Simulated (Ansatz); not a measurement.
## Al₃InAs₄: a bulk modulus from differences

The cell was found from a structure generator's guess, not taken from experiment.

Level of theory: DFT PBE, scalar-relativistic, plane waves, PAW (Ansatz 0.2.0). Settings of the last relaxation (8-atom cell): 420 eV, 8×8×4 k points, Gaussian smearing of 0.02 eV, no spin polarisation.

```
Al In As
1.0
     4.12522    0.00000    0.00000
     0.00000    4.12522    0.00000
     0.00000    0.00000   11.69310
Al In As
3 1 4
Direct
  0.00000 0.00000 0.74083
  0.50000 0.50000 0.50000
  0.00000 0.00000 0.25917
  0.50000 0.50000 0.00000
  0.50000 0.00000 0.62038
  0.00000 0.50000 0.37962
  0.50000 0.00000 0.14072
  0.00000 0.50000 0.85928
```

The cell was set to several volumes, with shape and atoms relaxed at each where symmetry leaves them free. Pressure is positive in compression, and energies count from the lowest row.

```csv
row,V (Å³/atom),P (GPa),ΔE (meV/atom),gap on mesh (eV)
1,21.889,10.52,87.4,1.25
2,22.635,7.22,46.3,1.31
3,23.381,?,?,?
4,24.127,2.03,4.6,1.24
5,24.873,0.00,0.0,1.03
6,25.620,-1.72,4.1,0.84
7,26.366,-3.17,15.6,0.65
8,27.361,-4.77,40.5,0.41
```

Task: Find B = −V·ΔP/ΔV from rows 4 and 6 and from rows 1 and 2, and from the two its slope B′ and its value B0 at zero pressure.

Result: Rows 4 and 6 give −(24.127 + 25.620)/2 × (-1.72 − (2.03))/(25.620 − 24.127) = 62.5 GPa at a mean pressure of 0.15 GPa. Rows 1 and 2 give −(21.889 + 22.635)/2 × (7.22 − (10.52))/(22.635 − 21.889) = 98.5 GPa at a mean pressure of 8.87 GPa. So B′ = (98.5 − 62.5)/(8.87 − (0.15)) = 4.13 and B0 = 62.5 − 4.13 × (0.15) = 61.9 GPa. A third-order Birch–Murnaghan fit to all the energies gives B0 = 62.0 GPa and B′ = 4.4.

Task: Estimate the pressure and energy of row 3.

Result: From row 5, V0 = 24.873 × (1 + (0.00)/61.9) = 24.873 Å³/atom. Murnaghan's form P = (B0/B′)·[(V0/V)^B′ − 1] gives (61.9/4.13) × [(24.873/23.381)^4.13 − 1] = 4.36 GPa; the computed pressure is 4.41 GPa, so the estimate is off by -0.05 GPa. The work of compression from row 4, with the mean of the two pressures, gives ΔE = 4.6 + (4.36 + 2.03)/2 × (24.127 − 23.381)/160.2 × 1000 = 19.5 meV/atom (1 eV/Å³ = 160.2 GPa); the computed value is 19.4 meV/atom.

Task: Fit the gap against pressure through the other rows and estimate it at the computed pressure of row 3.

Result: Over the 7 rows the mean pressure is 1.4443 GPa and the mean gap is 0.961 eV. The sums of products of deviations are S_xx = 188.1 and S_xy = 9.944, so the slope is 9.944/188.1 = 0.05287 (r = 0.86, rms misfit 0.16 eV). At 4.41 GPa the line gives 0.961 + (0.05287) × (4.41 − 1.4443) = 1.12 eV. The computed value is 1.37 eV, so the line is off by -0.25 eV, about as much as the largest miss among the fitted rows (0.25 eV). The rows follow a line poorly: the gap bends, or the lowest transition changes along the series.

Kohn–Sham gaps at this level usually fall short of measured ones. All volumes keep the k mesh of the relaxed cell. A later test with randomly moved atoms came back to the same energy, though modes that don't fit the test's cell weren't probed.

The gap doesn't follow a single pressure coefficient: it climbs from 0.41 eV in the most expanded cell to 1.37 eV at 4.41 GPa, then falls slowly to 1.25 eV at 10.52 GPa. This suggests a change of conduction-band minimum, as is familiar from tetrahedral III–V semiconductors. The zone-centre state, antibonding and rich in cation s character, rises steeply as the bonds shorten, while states derived from the zinc-blende X valley sink slightly and eventually lie lowest. The straight-line slope therefore mixes two regimes and shouldn't be read as a deformation potential; confirming the crossover would take the band characters and their k points.

The elastic response is smooth by comparison. Pressures and energies give nearly the same bulk modulus, and the stiffening under compression is normal for a covalent network whose short-range repulsion grows quickly. Because such networks tend to give way to denser, higher-coordinated phases under pressure, the compressed rows describe this structure's response, not its range of stability.
